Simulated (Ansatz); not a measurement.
Na: from λ and ω_log to T_c (computed with Ansatz 0.2.0)

Space group Im-3m (No. 229), 1 atom in the cell of the first input below: a = 3.614 Å, b = 3.614 Å, c = 3.614 Å, α = 109.47°, β = 109.47°, γ = 109.47°.

The cell was built from a prototype of a structure type listed for this element, relaxed without spin–orbit coupling to zero pressure (pressure 0.0 GPa with this functional, without spin–orbit coupling). Functional: PBEsol.

Input:

```yaml
crystal:
  lattice:
    - [-2.0863276357, 2.0863276357, 2.0863276357]
    - [2.0863276357, -2.0863276357, 2.0863276357]
    - [2.0863276357, 2.0863276357, -2.0863276357]
  atoms:
    - { symbol: Na, position: [0.0, 0.0, 0.0] }
basis:
  ecutwfc: 420
  ecutrho_ratio: 4
kpoints:
  mp_grid: { grid: [12, 12, 12] }
hamiltonian:
  xc: pbesol
scf:
  occupations: { method: methfessel_paxton, width: 0.2 }
output: {}
phonons:
  supercell: [3, 3, 3]
  qpath:
    path:
      - [[0.0, 0.0, 0.0], [0.5, -0.5, 0.5], [0.0, 0.0, 0.5], [0.0, 0.0, 0.0], [0.25, 0.25, 0.25], [0.5, -0.5, 0.5]]
      - [[0.25, 0.25, 0.25], [0.0, 0.0, 0.5]]
    npoints: 6
  electrical_resistivity: { mesh: [24, 24, 24], temperatures: [50, 100, 200, 300, 500] }
  superconductivity: { mesh: [24, 24, 24], eliashberg_equations: false }
```

```bash
ansatz run input.yaml --threads 8 --pin off --max-ram 15360MiB --backend cpu --events-out ev --progress --plain --runs-dir out
```

Time: 40 s on 8 threads of Arm Neoverse V2, on a shared host, peak memory 8.5 GiB.

On the finest mesh λ = 0.1870, ω_log = 11.230 meV, N(E_F) = 0.235 states per eV, spin and cell. λ by mesh: 24×24×24 0.187, 12×12×12 0.191, 6×6×6 0.195. ω_log by mesh: 11.23, 11.37, 11.84 meV.

Q: What T_c does McMillan's formula in the Allen–Dynes form give for μ* = 0.10?

A: T_c = (ω_log/1.2) exp[−1.04(1+λ)/(λ − μ*(1+0.62λ))] = (130.32 K/1.2) × exp(−1.2345/0.0754) = a value under 10^-5 K, that is no superconductivity at this level.

Caveats: small supercell, couplings not converged in it.

The coupling in bcc sodium is weak: λ = 0.1870 exceeds the effective Coulomb term in the exponent by only 0.0754, so pairing is exponentially suppressed. This fits a nearly free-electron s-band metal, in which the well-screened ion core scatters conduction electrons only weakly and the density of states at the Fermi level is modest. The soft lattice, which by itself would favour a larger λ, doesn't make up for the small matrix elements.

Both λ and ω_log fall as the mesh is refined. ω_log is levelling off, while λ drops by similar amounts at each step and shows no plateau yet. Since lower values of either reduce T_c here, this drift doesn't threaten the negative result, which agrees with the absence of observed superconductivity in sodium at ambient pressure. The tiny T_c is best read as a null result, because a slight change in μ* would shift it by a large factor. Nor does it cover the close-packed stacking variants to which sodium partly transforms on cooling.
